**Q:** I work with tantalum as a metal for coatings and would like to understand its electrons. The calculation below gives the number of electron states per eV and atom, and the shares of the 5d and 6s orbitals. Just above the Fermi level, the energy up to which states are filled, it has a deep valley. What makes it?

Density of states of bcc Ta (a = 3.319 Å, one atom per cell), calculated with Ansatz 0.2.0: PBE, plane-wave PAW, scalar-relativistic, no spin polarisation, cutoff 420 eV. The k mesh is 18×18×18 for self-consistency and 27×27×27 for the tetrahedron density of states. Energies count from the Fermi level, values are averages over 0.2 eV bins, and 5d and 6s are Löwdin projections.

| energy (eV) | density of states total (states/eV/cell) | DOS Ta 5d (states/eV/cell) | DOS Ta 6s (states/eV/cell) |
| --- | --- | --- | --- |
| -7.95 | 0 | 0 | 0.0000 |
| -7.55 | 0.03 | 0 | 0.0300 |
| -7.15 | 0.06 | 0 | 0.0500 |
| -6.75 | 0.07 | 0 | 0.0700 |
| -6.35 | 0.09 | 0 | 0.0800 |
| -5.95 | 0.12 | 0.01 | 0.1000 |
| -5.55 | 0.14 | 0.02 | 0.1200 |
| -5.15 | 0.18 | 0.03 | 0.1400 |
| -4.75 | 0.24 | 0.06 | 0.1600 |
| -4.35 | 0.44 | 0.21 | 0.2100 |
| -3.95 | 0.63 | 0.39 | 0.2200 |
| -3.55 | 0.73 | 0.52 | 0.1900 |
| -3.15 | 0.88 | 0.7 | 0.1500 |
| -2.75 | 1.21 | 1.05 | 0.1300 |
| -2.35 | 0.56 | 0.51 | 0.0400 |
| -1.95 | 0.36 | 0.33 | 0.0100 |
| -1.55 | 1.24 | 1.2 | 0.0100 |
| -1.15 | 1.62 | 1.56 | 0.0200 |
| -0.75 | 1.42 | 1.3 | 0.0600 |
| -0.35 | 1.88 | 1.61 | 0.1600 |
| 0.05 | 1.26 | 1.07 | 0.1000 |
| 0.45 | 0.87 | 0.74 | 0.0500 |
| 0.85 | 0.35 | 0.25 | 0.0300 |
| 1.25 | 0.3 | 0.24 | 0.0100 |
| 1.65 | 0.31 | 0.3 | 0.0100 |
| 2.05 | 0.65 | 0.61 | 0.0200 |
| 2.45 | 0.73 | 0.69 | 0.0200 |
| 2.85 | 0.84 | 0.8 | 0.0200 |
| 3.25 | 1.04 | 1 | 0.0200 |
| 3.65 | 1.1 | 1.06 | 0.0200 |
| 4.05 | 1.15 | 1.12 | 0.0100 |
| 4.45 | 1.23 | 1.19 | 0.0300 |
| 4.85 | 3.24 | 3 | 0.1800 |
| 5.25 | 0.86 | 0.63 | 0.1500 |
| 5.65 | 0.56 | 0.39 | 0.0900 |

**A:** Three causes come to mind. The cubic surroundings could split the d orbitals into two groups, as in a transition-metal complex. The 6s band could cross the d bands and push states apart. Or the valley could separate d states that bind the atoms from those that weaken the bond.

**Q:** The first looks settled to me. I summed the rows, each standing for its 0.4 eV step, and found 5.8 electrons below the middle of the valley. The three orbitals xy, yz and zx, called t2g, hold six. Isn't the lower part simply the filled t2g group?

**A:** The total is close to six, but those electrons are not all d electrons. The same sum over the 5d column gives 4.7, and the 6s column takes another 0.9. Even if everything that is not 6s were counted as 5d, only about five d electrons would lie below the valley. The near-six has a plainer reading: each band holds two electrons per atom, so a valley between nearly separate bands falls near an even number, whatever the orbitals are.

**Q:** Then perhaps the other group lies below, z² and x²−y². It holds four.

**A:** The count alone is less decisive there, since 4.7 is not far from four. The summed rows are good to one or two tenths of an electron: up to the Fermi level they give 4.9, where tantalum has five valence electrons. Single levels from the same calculation decide better. For the wave in which all atoms are in phase, t2g lies 3.2 eV below the other group, called eg. For the wave that changes sign from each atom to its eight nearest neighbours, known as point H, t2g lies 10.4 eV above it. A fixed splitting of the orbitals would keep one order, so neither group as a whole makes up the lower part.

**Q:** Why should the order turn round?

**A:** Because the sign of the wave decides whether an orbital binds. With all atoms in phase, t2g orbitals overlap with their nearest neighbours in a bonding way and eg orbitals in an antibonding way. Reverse the sign on every neighbour and the roles are exchanged. With d orbitals alone, the t2g levels would therefore climb between these two waves while the eg levels sink, and they would have to meet somewhere on the way. For most directions of the wave the two kinds can mix, and mixing levels repel each other. That thins out the states in the middle, which is how theory accounts for the valley. Along a few symmetric directions they cross unhindered, so no true gap opens.

**Q:** Does this picture predict a number that I can compare with my sum?

**A:** It does. In the body-centred lattice every nearest neighbour of a corner atom is a centre atom, and the reverse. If electrons hop only between nearest neighbours, changing the sign on all centre atoms turns each bonding state into an antibonding one, as far above the middle as the first was below. Half of the ten d states, five, then lie below the middle, and so below a valley that sits there. The table's 4.7 is closer to this than to four or six. The rule does not explain every dip, though. At −1.95 eV the density falls to 0.36 states per eV, almost as low as in the valley, with only about 2.2 electrons below. That dip lies within the lower part and needs a cause of its own, which this count does not supply.

Benzene obeys the same rule: its carbon atoms form two alternating sets, and three of its six π levels bind while three do not. The likeness ends where second neighbours matter. In benzene they are about 70 % more distant than the first, in tantalum only 15 %.

**Q:** Can I see their effect?

**A:** A hint of it is the sharp peak at 4.85 eV, which has no partner of equal height below the valley. With hopping between nearest neighbours alone, the d states would be symmetric about the middle. Mixing with 6s, whose share is raised in that row, can spoil the symmetry too, so the levels of the two waves, where 6s cannot mix in, are the cleaner evidence. Averaged over the two waves, the nearest-neighbour part cancels, yet t2g still lies 3.6 eV above eg. Second neighbours are in phase in both waves, so their share survives the average.

Its size can be estimated with the usual relative strengths of d hopping, −6 for head-on (σ), 4 for sideways (π) and −1 for face-to-face (δ) overlap, falling as the fifth power of distance:

- With all atoms in phase, nearest neighbours shift t2g by 8(σ/3 + 2π/9 + 4δ/9) = −12.4 units and eg by 8(2π/3 + δ/3) = +18.7 units.
- The calculated shifts, taken as half the difference between each group's level in this wave and at H, are −3.0 and +3.8 eV. A difference of 6.8 eV over 31.1 units makes one unit 0.22 eV. This single scale misses each of the two shifts by about 0.3 eV.
- Second neighbours shift t2g by 4π + 2δ = 14 and eg by 3σ + 3δ = −21, both reduced by (√3/2)⁵ = 0.487. The offset is 35 × 0.487 × 0.22 eV ≈ 3.7 eV.

The scale was set by the nearest-neighbour shifts alone, so the offset is a fair test. Hopping can thus supply an offset of the calculated size without any atom-like splitting, though so simple a model cannot measure a small remainder. The output after this text lists the counts and this estimate.

**Q:** What about the 6s band?

**A:** As the only cause it is a weak candidate. Between −1.95 and 4.05 eV, eleven rows have almost no 6s share, and their total density runs from 0.30 to 1.62 states per eV. A lack of 6s is therefore no mark of the valley. Moreover, symmetry forbids 6s to mix with the d levels of the two waves above, and yet each group moves by about 6 eV or more between them. The wide separation of bonding and antibonding levels does not need the 6s band.

Between the two waves, however, mixing is allowed, and there 6s does help. On the straight way from the first wave to H, one of the two eg levels mixes with 6s and stays above 3.9 eV instead of sinking through the valley. The level that starts as 6s, at −7.9 eV, takes its place in the eg pair at H.

**Q:** Is there a use for this in practice?

**A:** The density at the Fermi level largely sets how much heat the electrons take up at low temperature. Add one electron per atom, keep the bands as they are, and the Fermi level moves to about 1.7 eV, at the upper end of the valley. The density there is about a quarter of its value in tantalum. This is the rough reason why tungsten, the next element and also body-centred, is known for a low density of states. Spin-orbit coupling, absent here, would shift levels near the valley by some tenths of an eV, so its edges should not be read more finely than that.

**Q:** So what remains undecided?

**A:** How much of the valley's depth is owed to the 6s band. The d orbitals can account for its place, and 6s keeps one level out of it on the way to H, but one line does not give the share over all waves. A calculation of the same d bands with their coupling to 6s switched off would tell: what is left of the valley then belongs to the d orbitals alone.

The analysis program printed:

```
Electrons summed up to the Fermi level: 4.949
Middle of the valley, eV: 1.25
All electrons below the middle of the valley: 5.812
5d electrons below the middle of the valley: 4.672
5d electrons below the lower edge of the valley: 4.524
5d electrons below the upper edge of the valley: 4.84
6s electrons below the middle of the valley: 0.854
5d count less 5 (half of the d states), less 4 (eg), less 6 (t2g): -0.328, 0.672, -1.328
5d states in the whole listed window, of 10: 9.036
All electrons below the first dip at -1.95 eV: 2.224
Fermi level with one more electron in rigid bands, eV: 1.698
Rows from -1.95 to 4.05 eV with 6s at most 0.02, number: 11
Lowest and highest total density in these rows, states/eV: 0.3, 1.62
t2g less eg at the zone centre and at H, eV: -3.223, 10.44
Nearest-neighbour part at the centre (half of centre less H), t2g and eg, eV: -2.994, 3.838
Mean t2g level less mean eg level over the two points, eV: 3.609
Model with one fitted scale, nearest-neighbour part of t2g and eg, eV: -2.733, 4.099
Model offset of t2g above eg from second neighbours, eV: 3.744
```
